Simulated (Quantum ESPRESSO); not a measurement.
# Net spin moment and magnetic energies of FeO (I4/mmm) under biaxial strain with PBEsol

When a magnetic oxide is stretched, the energy that holds its moments can change greatly while the total spin hardly moves. In FeO (I4/mmm) the two responses differ in just this way, and the question is what fixes the spin. The matter bears on strained oxide films, in which a substrate sets two cell lengths and may thereby alter the magnetic order. Spin moments and energies are calculated with PBEsol, without a Hubbard U, for parallel and opposed starting moments on Fe. Magnetic energy gains are measured against the run without spin polarisation at the same strain, per Fe atom. Strain is measured against the database cell, which is under clear tension with this functional and so is larger than its equilibrium size.

## Computational details

One system, FeO (I4/mmm), 4 atom(s) a primitive cell, from cells of the Materials Project database (relaxed there by DFT). Quantum ESPRESSO 7.5, plane waves with GBRV 1.5 PBEsol pseudopotentials, cutoff 544 eV, Fermi-Dirac smearing of 0.1 eV, k meshes whose coarsest spacing along a reciprocal vector is 0.31 1/Å over all runs (2π included). Functional: PBEsol, no Hubbard U; collinear spins, no spin-orbit coupling. Atoms stay at fixed fractions of the cell and the mesh divisions are held. At each point the moments on Fe are started parallel, opposed (signs +-) and without spin polarisation. Of the opposed order at the middle point, it reverses 4 of 8 magnetic neighbours at 3.08 Å and 2 of 4 magnetic neighbours at 3.20 Å. Runs that did not converge or carry a known fault are not listed. The same in all rows: metal or insulator in the run from the parallel start, judged by its smearing entropy or density of states at the Fermi energy (a gap under a few smearing widths counts as a metal): metal.

Notes on method and selection:

- Each state is what a run reaches from typed starting moments; only a few collinear orders were started, so the lowest found need not be the ground state. Spin-orbit coupling is left out of these energies, which are free energies at the smearing width. A magnetic atom is one that was given a starting moment.
- Site moments count the spin inside each program's own atomic sphere, so they depend somewhat on its radius and leave out the spin between the spheres.
- Without a U, semilocal functionals describe oxides and halides of Mn to Cu poorly: moments come out small and couplings too strong.
- Quantum ESPRESSO sets the radius of an element's spheres to about 0.41 of its shortest distance to a neighbour, so it changes from cell to cell and the site moment with it.
- A measured moment is set beside the table only where the run ends ferromagnetic and the measured order is ferromagnetic too.
- Runs that did not converge, have known faults or may not be shown are not listed, and runs on Ansatz's PAW sets soft_1 and soft_2 are kept to separate tables.

Columns:

- biaxial strain: factor on the Cartesian x and y components of the cell vectors, their z components held; z is not the tetragonal axis, so the strained plane is not the tetragonal basal plane.
- moment (μB): largest site spin moment reached from the parallel start.
- moment, opposed (μB): largest site spin moment reached from the opposed start.
- gain, opposed (meV): energy of the run without spin polarisation less that of the run from the opposed start, per magnetic atom.
- magnetic distance (Å): shortest distance between magnetic atoms.
- net moment (μB): net spin moment of that run per magnetic atom.
- magnetic energy gain (meV): energy of the run without spin polarisation less that of the parallel start, per magnetic atom (positive: magnetism is favoured).
- E(opposed) - E(parallel) (meV): energy of the run from the opposed start less that of the parallel start, per magnetic atom (positive: parallel is favoured); blank where a pattern was lost.

## Data

| member | biaxial strain | moment (μB) | moment, opposed (μB) | gain, opposed (meV) | magnetic distance (Å) | net moment (μB) | magnetic energy gain (meV) | E(opposed) - E(parallel) (meV) |
| --- | --- | --- | --- | --- | --- | --- | --- | --- |
| 0.94 | 0.94 | 3.30 | 3.16 | 1240.6 | 2.893 | 3.9374 | 1214.9 | −25.7 |
| 0.96 | 0.96 | 3.35 | 3.20 | 1360.4 | 2.955 | 3.9810 | 1364.5 | 4.1 |
| 0.98 | 0.98 | 3.38 | 3.24 | 1466.7 | 3.016 | 3.9975 | 1497.1 | 30.3 |
| 1 | 1.00 | 3.40 | 3.27 | 1560.9 | 3.078 | 4.0023 | 1613.0 | 52.1 |
| 1.02 | 1.02 | ? | 3.30 | ? | 3.098 | ? | ? | ? |
| 1.04 | 1.04 | 3.44 | 3.32 | 1718.6 | 3.118 | 4.0070 | 1801.7 | 83.2 |
| 1.06 | 1.06 | 3.46 | 3.35 | 1784.8 | 3.138 | 4.0129 | 1878.6 | 93.9 |

Cells marked ? are withheld until the estimate has been made.

## Reading the trend

The net moment of the parallel state rises at every shown step, but very unevenly. From 0.94 to 0.98 it gains 3.9975 − 3.9374 = 0.0601 μB per Fe, and from 1.00 to 1.06 only 4.0129 − 4.0023 = 0.0106 μB. The level stretch lies close to 4 μB, the spin of high-spin Fe²⁺, with five d electrons of one spin and one of the other. Compression broadens the bands, and the likely cause of the loss is that some majority-spin states empty into minority-spin ones. The small excess above 4 μB may come from slight occupation of majority-spin states above the d bands, helped by the 0.1 eV smearing.

The site moment is smaller, 3.40 μB at 1.00, because it omits spin on oxygen and between the spheres. Its rise from 3.30 to 3.46 μB may be partly a matter of counting, since the sphere radius follows the shortest bond.

The energies respond much more strongly. The gain of the parallel state grows by 1878.6 − 1214.9 = 663.7 meV per Fe from 0.94 to 1.06. Holding the cell along z while x and y grow also increases the volume, so this is not a pure change of shape. The likely cause is that weaker overlap narrows the d bands and lowers the kinetic cost of aligning spins on each Fe, while the intra-atomic exchange that rewards alignment changes little.

The opposed state gains less over the same range, 1784.8 − 1240.6 = 544.2 meV. The order of the two states therefore changes: opposed is lower by 25.7 meV at 0.94, parallel by 4.1 meV at 0.96 and by 93.9 meV at 1.06. Semilocal functionals treat such oxides poorly and few orders were started, so this crossing is a result for two states at this level and does not identify the ground state of FeO.

## Predicting the missing value

Plain estimates from the members shown:

- 1.02, straight-line interpolation between 1 and 1.04: w = (1.02 − 1.00) / (1.04 − 1.00) = 0.500, so 4.0023 + 0.500 × (4.0070 − 4.0023) = 4.0046 μB

The straight line between 1.00 and 1.04 gives 4.0046 μB, but it ignores the bend of the curve, which is steep under compression and nearly level around 1.00. Since the metallic state and the high-spin filling persist on both sides, a smooth curve is a reasonable assumption. The route chosen is the polynomial through all six shown rows, which for equal steps of 0.02 gives for the missing member:

(−3.9374 + 6 × 3.9810 − 15 × 3.9975 + 20 × 4.0023 + 6 × 4.0070 − 4.0129) / 15 = 4.0041 μB.

The shift from the straight line is thus −0.0005 μB. Its sign means that the moment rises a little more slowly just above 1.00 than on the approach to 1.04.

The same kind of curve can be tried on the member at 1.00. Drawn through the other five shown rows, it gives (2 × 3.9374 − 9 × 3.9810 + 15 × 3.9975 + 3 × 4.0070 − 4.0129) / 10 = 4.0016 μB against the calculated 4.0023 μB, a miss of 0.0007 μB. A straight line between 0.98 and 1.04 gives (2 × 3.9975 + 4.0070) / 3 = 4.0007 μB there and misses by 0.0016 μB. In that test the row at 1.02 is missing as well, so the gap to be bridged is wider than the present one. An error somewhat below the test miss, 0.0005 μB, is therefore taken as one standard deviation.

**Committed estimate, 1.02: net moment = 4.0041 ± 0.0005 μB.**

## Check

| member | biaxial strain | moment (μB) | moment, opposed (μB) | gain, opposed (meV) | magnetic distance (Å) | net moment (μB) | magnetic energy gain (meV) | E(opposed) - E(parallel) (meV) |
| --- | --- | --- | --- | --- | --- | --- | --- | --- |
| 1.02 | 1.02 | 3.42 | 3.30 | 1644.5 | 3.098 | 4.0041 | 1713.9 | 69.5 |

| member | estimate | net moment (μB) | computed | estimate − computed | miss in error bars |
| --- | --- | --- | --- | --- | --- |
| 1.02 | committed | 4.0041 | 4.0041 | 0.0000 | 0.0 |
| 1.02 | interpolation | 4.0046 | 4.0041 | +0.0005 |  |

The estimate of 4.0041 μB agrees with the computed value to the last printed digit and so lies inside its error bar of 0.0005 μB. The straight line between 1.00 and 1.04 came out 0.0005 μB too high. Agreement this close is better than the route promised, since its trial at 1.00 had missed by 0.0007 μB.

The assumption of a smooth curve held, and so did the sign of the bend: the moment rises by 0.0018 μB from 1.00 to 1.02 and by 4.0070 − 4.0041 = 0.0029 μB from 1.02 to 1.04. The even rise assumed by the straight line failed, though only slightly.

For the mechanism, the result shows that the spin stays close to the high-spin value of 4 μB per Fe when a cell already under strong tension is stretched a little further. It says little about the origin of the small excess above 4 μB, because a smooth interpolation would succeed whichever states carry that excess.

## Exceptions

The row at 0.94 stands apart in net moment. It lies 4 − 3.9374 = 0.0626 μB below the high-spin value, against 4 − 3.9810 = 0.0190 μB at 0.96, while the rows from 0.98 to 1.06 stay within 0.013 μB of it. The sign fits bands that broaden as the cell shrinks, so that majority-spin states empty into minority-spin ones. This does not take a strongly squeezed cell. The mean pressure changes sign between 0.94 and 0.96 in both orders, so the row at 0.94 is only slightly compressed, while every other row is under tension that grows with the strain factor. Where I speak of compression in reading the trend, it is meant against the database cell and not against a cell free of pressure. The row at 0.94 is also the only one in which the opposed state is lower than the parallel one.

The magnetic distance has a kink at 1.00 that is purely geometric. It grows by about 0.06 Å per step up to 1.00 and by about 0.02 Å per step above, because a different Fe pair, less aligned with the strained plane, becomes the shortest. The magnetic energies show no matching kink, so the shortest Fe distance alone is an unsuitable variable for describing them.

The cell of four atoms is called primitive under the computational details, which is not correct for the I4/mmm crystal. It is a doubled cell, and this gives it room for opposed moments on Fe.

## Conclusions

Between 0.94 and 1.06, stretching raises the magnetic energy gain of both orders and shifts their balance towards parallel, while the net moment changes by only 4.0129 − 3.9374 = 0.0755 μB per Fe. The likely reason that a metal keeps a moment so near 4 μB is that its majority-spin d bands stay almost full, so the electron count leaves about one d electron per Fe for the minority spin. Strain alters this filling little, whereas the energies probably follow the overlap between atoms.

A member midway between two rows 0.04 apart can be estimated well above 1.00 and less well below it. For the net moment the straight line misses by 0.0005 μB at 1.02 but by about 0.014 μB at 0.96. For the parallel energy gain at 1.02 it gives (1613.0 + 1801.7) / 2 = 1707.4 meV per Fe, about 7 meV below the computed value.

In practical terms, one percent of stretch from 1.00 favours the parallel order by a further (69.5 − 52.1) / 2 = 8.7 meV per Fe at this level, but the cell at 1.00 is already strongly stretched. The mean pressure vanishes only where x and y are 4 to 6 % shorter. Between those two rows one percent shifts the balance by (4.1 + 25.7) / 2 = 14.9 meV per Fe, and the lower order changes.

The parallel order is thus the lower one only in rows under tension. The lowest total energy of all the runs belongs to the opposed order at 0.94. That row ends the series, so the minimum for this order may lie at still smaller x and y. Since z was held, no row is a fully relaxed cell, and which order such a cell would prefer is left open.

Spin-orbit coupling would add an orbital moment, parallel to the spin because the d shell is more than half filled. The net moments here are spin only and leave it out.
